\section*{Margin comments on the Bohr--Weisskopf factor: the point nucleon}

\noindent\textbf{1. What the formula says.} Units are $\hbar=c=1$, with lengths in fm and moments in nuclear magnetons. The large and small radial components of the $1s$ electron are $P(r)$ and $Q(r)$, and $h(r)=PQ/r^2$. The hyperfine splitting is proportional to $1-\epsilon$, where in the single-particle model that goes back to Bohr and Weisskopf (1950)
\begin{equation}
\epsilon=\alpha_S\big[\langle K_S\rangle+\xi(\langle K_S\rangle-\langle K_L\rangle)\big]+\alpha_L\langle K_L\rangle ,
\label{bw}
\end{equation}
\begin{equation}
K_S(R)=\frac{1}{F_0}\int_0^R h\,dr,\qquad K_L(R)=\frac{1}{F_0}\int_0^R\Big(1-\frac{r^3}{R^3}\Big)h\,dr,\qquad F_0=\int_0^\infty h\,dr .
\end{equation}
The brackets average over the radial density of the odd nucleon at position $\mathbf R$. The symbol $\mathbf R$ hides an assumption: the nucleon is a point dipole and a point charge. The comments below find the line where this is used.

\medskip\noindent\textbf{2. Turn the problem round.} The interaction energy of two currents is symmetric, so one may let the electron make the field and the nucleon feel it. For $j=\tfrac12$ the electron current is $\mathbf j=h(r)\,\mathbf s\times\hat{\mathbf r}$, where the constant vector $\mathbf s$ along the electron angular momentum absorbs charge and normalisation. In the Coulomb gauge $\mathbf A(\mathbf R)=\int\mathbf j\,|\mathbf r-\mathbf R|^{-1}d^3r$, and only the dipole term of the Legendre expansion survives: $\int\hat{\mathbf r}\,|\mathbf r-\mathbf R|^{-1}d\Omega=(4\pi/3)(r_</r_>^2)\,\mathbf n$ with $\mathbf n=\mathbf R/R$. Hence
\begin{equation}
\mathbf A=\frac{4\pi}{3}\,\mathbf s\times\mathbf R\,F(R),\qquad F=\frac{1}{R^3}\int_0^R h r^3dr+\int_R^\infty h\,dr=F_0(1-K_L).
\end{equation}
With $\mathbf B_0=(8\pi/3)F_0\,\mathbf s$, the field at the centre, this reads $\mathbf A=\tfrac12\mathbf B_0\times\mathbf R\,(1-K_L)$. A charge in orbit couples through $\mathbf A\cdot\mathbf p\propto\mathbf B_0\cdot\mathbf L\,(1-K_L)$, which is the last term of Eq.~(\ref{bw}). For the spin one needs the curl. For any radial function $G$,
\begin{equation}
\nabla\times(\mathbf s\times\mathbf R\,G)=\Big(2G+\tfrac23RG'\Big)\mathbf s+\tfrac23RG'\,\mathsf T\mathbf s,\qquad \mathsf T\mathbf s=\tfrac12\big[\mathbf s-3\mathbf n(\mathbf n\cdot\mathbf s)\big].
\label{curl}
\end{equation}
Set $G=F$ and $D=K_S-K_L=(F_0R^3)^{-1}\int_0^Rhr^3dr$. Differentiation gives $RF'=-3F_0D$, and
\begin{equation}
\mathbf B(\mathbf R)=(1-K_S)\,\mathbf B_0-D\,\mathsf T\mathbf B_0 .
\label{field}
\end{equation}

\medskip\noindent\textbf{3. Where $\xi$ and $\alpha_S$ come from.} By the Wigner--Eckart theorem it is enough to take $M=I$, and Eq.~(\ref{field}) identifies $\xi=\langle(\mathsf T\boldsymbol\sigma)_z\rangle/\langle\sigma_z\rangle$. For $I=L+\tfrac12$ the state is $Y_{LL}$ with spin up, $\langle n_z^2\rangle=1/(2L+3)$, and $\xi=\tfrac12[1-3/(2L+3)]=(2I-1)/[4(I+1)]$. For $I=L-\tfrac12$ the state is $\boldsymbol\sigma\cdot\mathbf n$ acting on $Y_{L-1,L-1}$ with spin up, in which $\langle n_z^2\rangle=1/(2I+2)$. The identity $(\boldsymbol\sigma\cdot\mathbf n)\sigma_z(\boldsymbol\sigma\cdot\mathbf n)=2n_z\,\boldsymbol\sigma\cdot\mathbf n-\sigma_z$ gives $\langle\sigma_z\rangle=-I/(I+1)$, while $\langle n_z\,\boldsymbol\sigma\cdot\mathbf n\rangle=1/(2I+2)$; so $\xi=(2I+3)/(4I)$. From $g_II=g_S\langle S_z\rangle+g_L\langle L_z\rangle$ and $\langle S_z\rangle+\langle L_z\rangle=I$ follows $\alpha_S=g_S(g_I-g_L)/[g_I(g_S-g_L)]=1-\alpha_L$.

In $^{207}$Pb the odd object is a $3p_{1/2}$ neutron hole. Removing the particle with projection $-M$ from a closed shell leaves, for any time-odd one-body operator, the expectation value of a particle with projection $+M$, so the hole is treated as a particle. Then $\xi=2$, $\langle S_z\rangle=-\tfrac16$, $\langle L_z\rangle=\tfrac23$, and $g_L=0$ makes $\alpha_S=1$ whatever $g_S$ is:
\begin{equation}
\epsilon=\langle K_S\rangle+2\langle D\rangle .
\end{equation}
A typical moment $\mu\approx0.59$ fixes $g_S=-6\mu=-3.54$, but this number drops out.

\medskip\noindent\textbf{4. The line where the assumption enters.} It is the step from Eq.~(\ref{field}) to the energy $-\boldsymbol\mu\cdot\mathbf B(\mathbf R)$. A spin-$\tfrac12$ particle at rest has one magnetic form factor, so its current is $\nabla\times[\boldsymbol\mu\,m(s)]$ with a spherical profile $m$, normalised to one; no generality is lost in this form. The energy is $-\boldsymbol\mu\cdot\int m(s)\,\mathbf B(\mathbf R+\mathbf s')\,d^3s'$ with $s=|\mathbf s'|$. Odd Taylor terms vanish, $\langle s'_is'_j\rangle=r_M^2\delta_{ij}/3$ with $r_M$ the rms magnetic radius, and so
\begin{equation}
\mathbf B\to\mathbf B+\frac{r_M^2}{6}\nabla^2\mathbf B+\frac{\langle s^4\rangle}{120}\nabla^4\mathbf B+\dots
\label{fold}
\end{equation}
In a current-free region $\nabla^2\mathbf B=0$ and the size of the dipole would not matter at all. It matters here only because the electron current flows through the neutron.

\medskip\noindent\textbf{5. The first correction.} Since $\nabla^2\mathbf A=-4\pi\mathbf j$, one has $\nabla^2\mathbf B=-4\pi\nabla\times\mathbf j$, a local quantity. Write $\mathbf j=\mathbf s\times\mathbf R\,w$ with $w=h/R$ and use Eq.~(\ref{curl}) with $G=w$:
\begin{equation}
\nabla^2\mathbf B=-\frac{1}{F_0}\Big[(3w+Rw')\,\mathbf B_0+Rw'\,\mathsf T\mathbf B_0\Big].
\end{equation}
The same result follows from Eq.~(\ref{field}) term by term: the monopole Laplacian of $K_S$ is $(h'+2h/R)/F_0=(3w+Rw')/F_0$, and the quadrupole Laplacian $D''+2D'/R-6D/R^2$ equals $Rw'/F_0$. The total moment is unchanged by the folding, so the normalisation of $\epsilon$ stands, and
\begin{equation}
\delta\epsilon=\alpha_S\,\frac{r_M^2}{6F_0}\,\big\langle 3w+(1+\xi)Rw'\big\rangle .
\end{equation}
For $p_{1/2}$ the bracket collapses, because $3w+3Rw'=3(Rw)'=3h'$:
\begin{equation}
\delta\epsilon=\frac{r_M^2}{2F_0}\,\langle h'(R)\rangle=\frac{r_M^2}{2}\,\langle K_S''(R)\rangle .
\label{main}
\end{equation}

\medskip\noindent\textbf{6. A tempting shortcut, and why it fails twice.} Near the origin $h=w_0r$, which gives $K_S=w_0R^2/2F_0$, $D=w_0R^2/5F_0$ and $\epsilon=0.9\,w_0\langle R^2\rangle/F_0$. One is tempted to replace $\langle R^2\rangle$ by $\langle R^2\rangle+r_M^2$. That is right for $K_S$ only. The tensor field $R^2\mathsf T$ is harmonic and survives the folding unchanged, so the shortcut overshoots by the factor $0.9/0.5=1.8$, and the leading estimate is $\delta\epsilon/\epsilon=r_M^2/(1.8\langle R^2\rangle)$. The second failure is that at $Z=82$ the current is far from linear across the nucleus, and a derivative feels this more than an integral does.

\medskip\noindent\textbf{7. The electron functions for Pb$^{81+}$.} Take a uniformly charged sphere of radius $R_0=7.09$ fm as a typical input, and let $x=r/R_0$, $a=Z\alpha=0.5984$, $\gamma=\sqrt{1-a^2}=0.8012$, $\beta=mR_0=0.01836$, with $E$ in units of the electron mass $m$. Inside, with primes for $d/dx$,
\begin{equation}
P'-\frac Px=\Big(u_0-\frac a2x^2\Big)Q,\qquad Q'+\frac Qx=-\Big(v_0-\frac a2x^2\Big)P,
\end{equation}
where $u_0=\tfrac32a+\beta(1+E)$ and $v_0=\tfrac32a-\beta(1-E)$. The series $P=\sum p_kx^{2k+1}$, $Q=\sum q_kx^{2k+2}$ with $p_0=1$ obey $2kp_k=u_0q_{k-1}-\tfrac a2q_{k-2}$ and $(2k+3)q_k=-v_0p_k+\tfrac a2p_{k-1}$. Outside, with $t=2mr\sqrt{1-E^2}$, $N=a/\sqrt{1-E^2}$, $n=NE-\gamma$ and the Tricomi function $U$, the decaying solution is
\begin{equation}
\left.\begin{array}{c}P\\Q\end{array}\right\}\propto\pm\sqrt{1\pm E}\;e^{-t/2}t^{\gamma}\big[U(-n,2\gamma+1,t)\pm(N-1)\,U(1-n,2\gamma+1,t)\big].
\end{equation}
Matching $Q/P$ at $x=1$ gives $n=3.7\times10^{-4}$ and $E=0.80134$. Only ratios are needed, so scale the current to unit slope at the origin, $\tilde h=PQ/(q_0x^2)$:
\begin{equation}
\tilde h=x\,(1-0.423\,x^2+0.119\,x^4-\dots),\qquad f_0=\int_0^\infty\tilde h\,dx=13.1 .
\end{equation}
The slope $\tilde h'$ falls from 1 at the centre to 0.161 at the surface and turns negative between $x=1.2$ and $1.3$. With $k_S=\int_0^x\tilde h\,dx'$ and $d=x^{-3}\int_0^x\tilde h\,x'^3dx'$ the working formulas are $\epsilon=\langle k_S+2d\rangle/f_0$ and $\delta\epsilon=(r_M^2/2R_0^2)\langle\tilde h'\rangle/f_0$.

\medskip\noindent\textbf{8. The size of the correction.} Take $r_M\approx0.86$ fm, a typical value for the free neutron, and assume that the whole fitted moment carries this profile; then $r_M^2/2R_0^2=7.36\times10^{-3}$. Two radial densities are compared. One is uniform inside $R_0$. The other is the oscillator $3p$ orbit, $u^2dR\propto y^{3/2}e^{-y}\big(\tfrac12y^2-\tfrac72y+\tfrac{35}8\big)^2dy$ with $y=R^2/b^2$ and the approximate length $b=2.45$ fm, for which $\langle R^2\rangle=\tfrac{13}2b^2$.
\begin{center}
\begin{tabular}{lccccccc}
density & $\langle R^2\rangle^{1/2}$/fm & $\langle k_S\rangle$ & $\langle d\rangle$ & $\langle\tilde h'\rangle$ & $\epsilon$ & $10^4\,\delta\epsilon$ & $\delta\epsilon/\epsilon$\\ \hline
uniform & 5.49 & 0.260 & 0.098 & 0.437 & 0.0348 & 2.5 & 0.70\%\\
oscillator & 6.25 & 0.312 & 0.113 & 0.387 & 0.0411 & 2.2 & 0.53\%
\end{tabular}
\end{center}
The leading estimate of comment 6 gives 1.05\% for the oscillator orbit, twice the value in the table. The reason is the outer lobe of the $3p$ orbit, which sits at the nuclear surface, where it weighs heavily in $\epsilon$ and where $\tilde h'$ is small.

\medskip\noindent\textbf{9. Does the expansion converge?} The $\nabla^4$ term of Eq.~(\ref{fold}) can be read off at the centre. With $\tilde w=\tilde h/x=1+a_1x^2$ the monopole part $3+5a_1x^2$ has the Laplacian $30a_1$, and the quadrupole part $2a_1x^2$ is harmonic. An exponential profile has $\langle s^4\rangle=\tfrac52r_M^4$, so the term is $\tfrac58a_1(r_M/R_0)^4/f_0=-4\times10^{-6}$. This central value sets the scale: the next order touches the second figure of $\delta\epsilon$ at most.

\medskip\noindent\textbf{10. A neutral nucleon still convects.} Dropping the point assumption also opens the orbital channel that $g_L=0$ had closed. By the Gordon identity the current vertex is $G_M\gamma^\mu-F_2(p+p')^\mu/2M$ with $G_M=F_1+F_2$. For free spinors with $|\mathbf p|=|\mathbf p'|$, energy $\mathcal E$ and momentum transfer $\mathbf q$, the spin-independent parts are $u'^\dagger\boldsymbol\alpha u\to(\mathbf p+\mathbf p')/2\mathcal E$ and $\bar u'u\to M/\mathcal E+\mathbf q^2/[4\mathcal E(\mathcal E+M)]$. To lowest order the convection current therefore carries $F_1-\tfrac12\tau F_2=G_E+\tfrac12\tau F_2$, where $\tau=\mathbf q^2/4M^2$ and $G_E=F_1-\tau F_2$ is the Sachs charge form factor. For the neutron $G_E\simeq-\langle r_E^2\rangle\mathbf q^2/6$ and $F_2(0)=\kappa_n$, so this factor is $-r_c^2\mathbf q^2/6$ with $r_c^2=\langle r_E^2\rangle-3\kappa_n/4M^2$. The typical inputs $\langle r_E^2\rangle\approx-0.116$ fm$^2$ and $\kappa_n\approx-1.913$, with $1/M=0.210$ fm, give $r_c^2=-0.053$ fm$^2$. The neutron then feels $(r_c^2/6)\nabla^2\mathbf A$, which amounts to replacing $F$ by $-r_c^2w/2$, and
\begin{equation}
\delta\epsilon_c=\frac{\langle L_z\rangle}{\mu}\,\frac{r_c^2}{2R_0^2}\,\frac{\langle\tilde w\rangle}{f_0}=-3.4\times10^{-5}
\end{equation}
for the oscillator orbit, where $\langle\tilde w\rangle=0.75$. The term opposes Eq.~(\ref{main}). It is of order $M^{-3}$ in the current, like the spin-dependent terms of the next comment, so it is quoted as a size and not added.

\medskip\noindent\textbf{11. What rivals the correction.} Three other simplifications are larger, all sized here for the oscillator orbit. First, the nucleon is non-relativistic. The spin part of the same vertex carries $M/\mathcal E\simeq1-T/M$, with $\langle T\rangle/M=\tfrac{13}4(Mb)^{-2}=0.024$. The uniform-field part of such terms is absorbed when $g_S$ is fitted; the remainder reweights the orbit, on the scale $0.024\,\epsilon=1.0\times10^{-3}$. Recoil terms of order $1/M^2=0.044$ fm$^2$ also blur the meaning of $r_M^2$ by some 6\%. Second, an effective orbital factor from exchange currents, say the illustrative $g_L=-0.05$, gives $\alpha_L=\tfrac23g_L/\mu=-0.056$; Eq.~(\ref{bw}) with $\xi=2$ then shifts by $-3\alpha_L\langle d\rangle/f_0=+1.5\times10^{-3}$. Third, the two radial densities of the table differ by 0.006 in $\epsilon$. The point-nucleon assumption is thus among the safest in the derivation, and two figures in $\delta\epsilon$ are all that the inputs allow.

\medskip\noindent\textbf{12. In the spectrum.} The splitting scales as $1-\epsilon$, so the magnetic size of the neutron lowers it by the fraction $\delta\epsilon/(1-\epsilon)=2.3\times10^{-4}$ for the oscillator orbit. On a ground-state splitting of approximately 1.2 eV, taken as an input, the model's shift is $-0.3$ meV.